Rigid opening of one contact between the (001) layers of WSe2 (six-atom P6_3/mmc cell, layers unrelaxed), computed with Ansatz 0.2.0 in scalar-relativistic plane-wave PAW with PBEsol and no spin polarisation. The runs use a 420 eV cutoff, a Gamma-centred 9×9×2 k mesh and 0.05 eV Gaussian smearing. Energies are per area of the cut, relative to the unopened crystal.

```tsv
opening (Å)	separation energy (mJ/m²)	traction (GPa (slope of the separation energy))	gap on mesh (eV)
-0.3	28.30	-2.290	1.003
-0.15	5.80	-0.840	1.079
0	0.00	-0.010	1.139
0.25	8.40	0.560	1.217
0.5	23.80	0.620	1.278
0.75	38.20	0.510	1.327
1	49.10	0.360	1.367
1.5	61.50	0.150	1.426
2	66.60	0.060	1.462
3	70.00	0.020	1.492
4.5	71.10	0.000	1.503
6	71.20	0.000	1.506
```

A crystal of WSe₂ is a stack of layers, each a sheet of tungsten between two sheets of selenium. Here one contact between layers is opened step by step while every layer stays rigid. The **opening** is the distance added to that contact, and the **separation energy** is the energy this costs per area of the cut. The **traction** is the slope of that energy: positive where the layers must be pulled, negative where they push each other apart. The **gap on mesh** is the band gap found on the sampled k points.

At first sight the rows closest together look like exceptions. Closing the contact by 0.3 Å costs 28.3 mJ/m², more than opening it by 0.5 Å. At the other end the energy hardly changes over the last few ångströms. The question is whether any row really leaves the common curve, or whether one smooth law has a steep side and a flat side.

## What is pulled apart

The two faces at the cut are both selenium, about 3.3 Å apart at the start. The shortest distance between atoms is the W–Se bond within a layer, and it is the same in every row. No covalent bond is cut, so no broken bonds are left behind. The gap on the sampled k points also stays above 1 eV in every row, so no electrons move from filled to empty bands.

What changes is the overlap of the electron clouds on the two faces. Outside a layer the electron density falls off roughly exponentially. A functional such as PBEsol, which works from the local density and its gradient, lets the layers attract each other mainly where their densities overlap. The Pauli repulsion between filled shells needs overlap too. Theory therefore leads us to expect both forces to fade smoothly. The rigid layers help as well, since no atom can jump to a new position during the pull.

## A spring that wears out

A simple law for the traction T starts with a spring, T = kx, where x is the opening and k the stiffness at rest. The spring must weaken as the overlap fades, so it is multiplied by an exponential with a range l:

T = k x exp(−x/l)

Adding up the work from 0 to x gives the separation energy:

E = G [1 − (1 + x/l) exp(−x/l)], with G = k l²

This is known as the universal binding-energy relation. G is the energy of complete separation, and l sets how far the contact reaches. The exponential form is plausible but is not derived from the electronic structure of WSe₂.

The law captures the lopsided start. For a positive opening the exponential weakens the spring; for a negative one it stiffens it. If each row is read as an ordinary spring, the row at −0.15 Å gives a stiffness of about 520 mJ/m² per Å², and the row at 0.25 Å only about 270. The physical cause is the standard one: Pauli repulsion rises steeply when filled shells are pressed together. The compressed rows belong to the same curve as the others.

Both constants were fitted to the separation energies of all twelve rows, which gives G ≈ 70.9 mJ/m² and l ≈ 0.42 Å. They also yield the greatest pull that the contact withstands at this level of theory. The traction peaks where x = l, and its height there is G/(e l), with e = 2.718:

T = 0.0709 J/m² ÷ (2.718 × 0.423 × 10⁻¹⁰ m) ≈ 0.62 × 10⁹ Pa = 0.62 GPa

The largest traction in the table is also 0.62 GPa, in the row at 0.5 Å. This agreement shows that the formula describes the peak well, but it is no independent test, because the traction is the slope of the energies used in the fit.

## No outlier, but a tail too long for the formula

No single row breaks the pattern. The largest miss of the energy curve is about 1 % of the final separation energy. That is well above the rounding of the table, yet the misses come in groups: the curve runs slightly low from 0.5 to 1 Å and slightly high from 1.5 to 3 Å. One faulty calculation would stand apart from its neighbours, whereas a shared drift points to a formula that is a little too simple. The output after this text lists the misses row by row, together with those of a Morse curve, which fits less well overall.

The drift matters most in the tail. At 3 Å the table still has 1.2 mJ/m² to gain before the last row, about two and a half times what the formula leaves. The likely reason is that a single length l has to describe both the stiffness of the closed contact and the fading of the last overlap. Nothing in the physics requires these two to share one length. The formula is therefore good for the main rise and the peak traction, and poor for the last few per cent of the energy.

The true tail should be longer still. PBEsol lacks long-range dispersion, the attraction between fluctuating charges, which is the main force between such layers and needs no overlap. It fades as a power of the distance, much more slowly than an exponential. So the quick flattening of the table is partly a fault of the method, and a curve with dispersion would be smooth but would level off later.

The same fault makes the separation energy far too small. The last row gives 71.2 mJ/m², shared by two new faces. Methods that include dispersion are expected to give several times as much. The peak traction should be too low as well, because the missing attraction also resists the pull.

## The gap as a second witness

The energy curve is pinned to zero at the closed contact, so that row can show no miss of its own; an error there would appear as a common shift of all the other rows. Yet the row differs from the others: only there are the two contacts in the cell equal, which gives the crystal its higher symmetry. The gap has no such pin, and although PBEsol is expected to make it too small, its course can still be followed. It rises with every step, and a constant plus one exponential, fitted to all twelve rows, follows it to within about 5 meV, again with misses that come in groups. The symmetric row lies within about 4 meV of that curve, while the gap rises by 0.367 eV from there to the last row.

A simple picture suggests why the gap behaves this way. Take one band-edge state on each layer, coupled to the layer above and to the layer below. When all layers take part equally, the edge shifts by the sum of the two couplings, and this narrows the gap. Opening one contact removes one term of the sum, and that term fades with the overlap, so the gap widens along an exponential. The other contact stays closed, which is why the last row describes a separate pair of layers and not a single one.

This picture passes smoothly through the symmetric row, because a sum has no special point where its two terms become equal. It remains an argument, however. The table does not identify the k points or the orbitals that form the gap, so the size of each coupling cannot be checked.

## Where a break would appear

The energy and the gap are not equally sensitive to a change in the bands. The energy collects contributions from all filled states, so it stays smooth as long as the same bands remain filled. The gap depends on just two states, the highest filled and the lowest empty one. If another k point takes over one of these roles, the gap curve gets a kink while the energy curve shows no mark. A cut through covalent bonds is a different matter: broken bonds can put states into the gap, and both curves may then change character.

For another layered semiconductor with filled-shell faces, the same reasoning suggests a steep compressed side, a single peak in the traction and a smooth approach to separation. It gives less assurance about the gap, because the band edges may change places on the way.

That leaves a question open for WSe₂ itself. Spin–orbit coupling is missing here, and it is expected to split the top of the valence band at the K point by several tenths of an electronvolt. The upper branch rises by at most about half of that, still a sizeable part of the gap's whole rise during the opening, so the coupling could decide which k point holds the highest filled state. The mesh may also miss the lowest empty state between its points. Whether the smooth gap curve survives would take a new scan with spin–orbit coupling and a finer mesh. Recording where in k space the two band edges lie in each row would then show the cause of any kink.

Printed output of the fit:

```
fit of separation_energy on 12 rows: coefficient of (1 - (1 + opening/s)*exp(-opening/s)) 70.91 +/- 0.2, s 0.4233; rms 0.44, worst 0.75 -0.711, leave-one-out rms 0.669
fit of separation_energy on 12 rows: coefficient of (1 - exp(-opening/s))**2 71.83 +/- 0.49, s 0.6; rms 1.04, worst -0.3 1.93, leave-one-out rms 1.94
fit of gap_on_mesh on 12 rows: constant 1.51 +/- 0.0015, coefficient of exp(-opening/s) -0.3746 +/- 0.0022, s 1.02; rms 0.00301, worst 2.0 -0.00495, leave-one-out rms 0.00432
Misfits are model less computed value:
    row  universal misfit mJ/m2  Morse misfit mJ/m2  energy still to come mJ/m2  same in universal model mJ/m2  model traction GPa  gap misfit meV
   -0.3                  0.6468                1.93                        42.9                          41.96              -2.411           4.038
  -0.15                 -0.1431           -0.005139                        65.4                          65.25             -0.8459          -3.209
    0.0                       0                   0                        71.2                          70.91                   0          -3.858
   0.25                 0.02423            -0.05888                        62.8                          62.49               0.548         -0.4216
    0.5                 -0.3616             -0.8362                        47.4                          47.47              0.6073           2.313
   0.75                  -0.711              -1.631                          33                          33.42              0.5047           3.193
    1.0                 -0.6508              -1.839                        22.1                          22.46              0.3728            2.23
    1.5                 0.09469             -0.9752                         9.7                          9.316              0.1716          -2.307
    2.0                  0.7081                 0.2                         4.6                          3.602             0.07024          -4.949
    3.0                  0.4316               0.869                         1.2                         0.4788            0.009926          -2.001
    4.5                 -0.2089              0.6543                         0.1                        0.01919           0.0004306           2.235
    6.0                 -0.2897              0.6272                           0                              0            1.66e-05           2.736
Largest misfit of universal form, percent of plateau: 0.9986
Peak traction of universal form, GPa: 0.6162
Energy still to come at 3 angstrom, computed over universal model: 2.506
Spring constant 2E/x^2 from row -0.15, mJ/m2 per angstrom^2: 515.6
Spring constant 2E/x^2 from row 0.25, mJ/m2 per angstrom^2: 268.8
Plateau energy per face, mJ/m2: 35.6
Gap rise from opening 0 to 6 angstrom, eV: 0.367
Share of separation energy reached at 2 angstrom, percent: 93.54
Share of that gap rise reached at 2 angstrom, percent: 88.01
Largest gap misfit, percent of whole gap range: 0.9838
```
